**Q:** I have five results for the atomization energy of P₂ with their labels removed. Each number is the computed less the measured value, so a negative one means that the molecule is bound too weakly. How do I find out which level gave which row?

Neutral singlet P₂ at the MP2(full)/6-31G* geometry, calculated with Ansatz 0.2.0 by restricted (R) and unrestricted (U) Hartree-Fock, MP2 and coupled cluster in the cc-pV(T+d)Z basis. Core electrons are left uncorrelated, relativity is not included, and the energies are electronic, without zero-point terms. Candidates: UHF, RCCSDT(Q), RMP2, RCCSDT, RHF.

```tsv
row	computed less measured atomization energy (kJ/mol)
A	-310.0
B	-341.9
C	-54.1
D	-47.5
E	-36.9
```

**A:** Start from the limit of no correlation. Hartree-Fock lets each electron feel only the average field of the others. In P₂ ten valence electrons crowd into a triple bond and two lone pairs, so they gain more from avoiding one another than they do in two separate atoms. Leaving that out costs a large part of the binding. Rows A and B fall short by more than 300 kJ/mol of a measured 490.5, and they must be the two Hartree-Fock rows.

**Q:** And which of the two is unrestricted?

**A:** The restricted form (R) puts two electrons of opposite spin into the same spatial orbital, while the unrestricted form (U) lets them differ. More freedom can only lower the energy of the molecule. If both forms use the same atoms, UHF must bind more strongly. So A is UHF and B is RHF.

**Q:** Then E is easy. It lies closest to the measured value, so it should be the highest level, RCCSDT(Q).

**A:** That step isn't safe. Go to the other limit, complete correlation: coupled cluster then converges to the exact answer within the chosen basis, which need not be the measured one. The labelled rows show where the ladder is heading. RCCSD, with single and double excitations, misses by -90.0 kJ/mol, and RCCSD(T), which adds triples by perturbation theory, by -50.9. Full triples (T without brackets) and perturbative quadruples, (Q), should stay near the second value, but C, D and E all do. RMP2, second-order perturbation theory, stands outside this ladder and could be any of the three. From the misses alone they remain ambiguous.

**Q:** What would settle it?

**A:** The energy of the molecule itself, from the same calculations. The atomization energy is $D = 2E_{\text{atom}} - E_{\text{mol}}$. If the restricted and unrestricted calculations share the same atoms, the atoms cancel in the difference:

$$D_{\text{U}} - D_{\text{R}} = E_{\text{mol,R}} - E_{\text{mol,U}}$$

This is bookkeeping, not a model, and the only thing to test is whether the atoms really are shared. The labelled CCSD and CCSD(T) pairs obey the relation to within 0.1 kJ/mol, and so do rows A and B, as the output after this text shows.

**Q:** So I can start from UMP2, which is labelled and misses by -137.2 kJ/mol?

**A:** Yes. In the molecule, UHF lies 31.8 kJ/mol below RHF, but MP2 recovers 132.1 kJ/mol less correlation when it starts from UHF. The restricted molecule therefore ends up lower by $132.1 - 31.8 = 100.3$ kJ/mol. RMP2 should then miss by $-137.2 + 100.3 = -36.9$ kJ/mol. That is row E.

**Q:** That leaves C and D for RCCSDT and RCCSDT(Q). They differ by only 6.6 kJ/mol.

**A:** The (Q) term lowers the molecule by 7.2 kJ/mol. If D is RCCSDT(Q), the binding grows by 6.6, and the two atoms together are lowered by only 0.6. In the reverse order the atoms would have to be lowered by 13.8, almost twice as much as the molecule. That is hard to believe, because a phosphorus atom has only five valence electrons, three of them with parallel spins, and so offers little room for exciting four at once. I take C as RCCSDT and D as RCCSDT(Q). This last step rests on a judgement about the atoms, whereas that for E is arithmetic.

The rows with their labels:

```tsv
level	computed less measured atomization energy (kJ/mol)
RHF	-341.9
UHF	-310.0
RMP2	-36.9
UMP2	-137.2
RCCSD	-90.0
UCCSD	-95.2
RCCSD(T)	-50.9
UCCSD(T)	-58.9
RCCSDT	-54.1
RCCSDT(Q)	-47.5
```

**Q:** All five are right. But UMP2 puzzles me: UHF binds more strongly than RHF, yet UMP2 binds far more weakly than RMP2. How can a better starting energy give a worse result?

**A:** Think of the bond pulled apart. There the right picture has one electron of each bonding pair on each atom, and UHF can describe this while RHF cannot. In P₂ the RHF solution is already unstable at the bond length used here, so UHF goes part of the way. It pays with its spin: $\langle S^2\rangle$ is 0.85 instead of the zero of a true singlet, which means that states of higher spin are mixed in.

**Q:** And MP2 can't remove them?

**A:** Only in part at second order. The usual explanation is that UHF has already separated the paired electrons to some extent, so MP2 finds less correlation to add, while much of the wrong spin stays in the wave function. The numbers allow this picture but support it only weakly: about 80% of the lost MP2 correlation belongs to pairs of opposite spin, the ones that UHF pulls apart, but such pairs carry about three quarters of the whole RMP2 correlation anyway.

**Q:** Then why are the unrestricted coupled-cluster rows so much better?

**A:** Coupled cluster lets the single and double excitations act on one another repeatedly, which repairs much of a poor starting determinant. With CCSD the loss of correlation shrinks to 37.0 kJ/mol. That nearly balances the 31.8 gained at the Hartree-Fock level, and UCCSD ends only 5.2 below RCCSD in binding. There is a useful limit here as well: where the restricted solution is stable and UHF falls back onto it, the restricted and unrestricted methods become identical and the whole problem disappears.

**Q:** Back to my mistake with E. If RMP2 is closest to experiment, why not call it the best level for P₂?

**A:** Because the comparison with experiment mixes two errors. Within the same basis, RMP2 binds 10.6 kJ/mol more than RCCSDT(Q), so it overshoots the best treatment of correlation in the table. RCCSDT(Q) itself still falls short of the measured value by 47.5 kJ/mol. Part of that shortfall is hidden in RMP2 by its overshoot. RCCSD(T), which looks worse against experiment, lies only 3.4 from RCCSDT(Q).

**Q:** Shouldn't each step up the ladder at least bring more binding?

**A:** No, since binding is a difference. From RCCSD(T) to RCCSDT the molecule is lowered by 0.9 kJ/mol, yet the binding drops by 3.2, so the two atoms together must be lowered by 4.1. A lower energy for every species can still mean a weaker bond.

**Q:** Where do the last 47.5 kJ/mol come from, then?

**A:** Most likely from the basis. Triple-zeta functions are known to describe the close approach of two electrons poorly, and a triple bond between second-row atoms suffers from this more than the free atoms do. The frozen cores should add a smaller part, and so should the geometry, which comes from MP2 in a small basis and has a slightly too long bond. No row here varies any of the three, so the open question is how much of the gap would close if RCCSD(T) were repeated in a larger basis, and how much would then remain for the cores and the geometry.

Printed output of the fit:

```
CCSD, unrestricted less restricted binding, from the molecule alone (kJ/mol): -5.202
CCSD, the same from the table (kJ/mol): -5.2
CCSD(T), unrestricted less restricted binding, from the molecule alone (kJ/mol): -7.965
CCSD(T), the same from the table (kJ/mol): -8
Hartree-Fock, unrestricted less restricted binding, from the molecule alone (kJ/mol): 31.84
Hartree-Fock, the same from the table (kJ/mol): 31.9
MP2, unrestricted less restricted binding, from the molecule alone (kJ/mol): -100.3
RMP2 miss predicted from the UMP2 row (kJ/mol): -36.9
Nearest wrong candidate less this prediction (kJ/mol): -10.6
RMP2 less RCCSDT binding (kJ/mol): 17.2
RCCSDT(Q) less RCCSDT binding (kJ/mol): 6.6
Lowering of the molecule by (Q) (kJ/mol): 7.194
Lowering of the two atoms by (Q) in the chosen order (kJ/mol): 0.5941
Lowering of the two atoms by (Q) that the reverse order would need (kJ/mol): 13.79
Lowering of the molecule by (T), restricted (kJ/mol): 59.36
Binding gained by (T), restricted (kJ/mol): 39.1
Lowering of the two atoms by (T) (kJ/mol): 20.26
Lowering of the molecule from RCCSD(T) to RCCSDT (kJ/mol): 0.9412
Change of binding from RCCSD(T) to RCCSDT (kJ/mol): -3.2
Lowering of the two atoms from RCCSD(T) to RCCSDT (kJ/mol): 4.141
MP2 correlation of the molecule lost on the unrestricted reference (kJ/mol): 132.1
Share of opposite-spin pairs in this loss (percent): 80.14
CCSD correlation of the molecule lost on the unrestricted reference (kJ/mol): 37.04
RMP2 less RCCSDT(Q) binding (kJ/mol): 10.6
RCCSD less RCCSDT(Q) binding (kJ/mol): -42.5
RCCSD(T) less RCCSDT(Q) binding (kJ/mol): -3.4
Part of the measured binding that RHF gives (percent): 30.3
Shortfall of RCCSDT(Q) against the measured binding (percent): 9.684
```
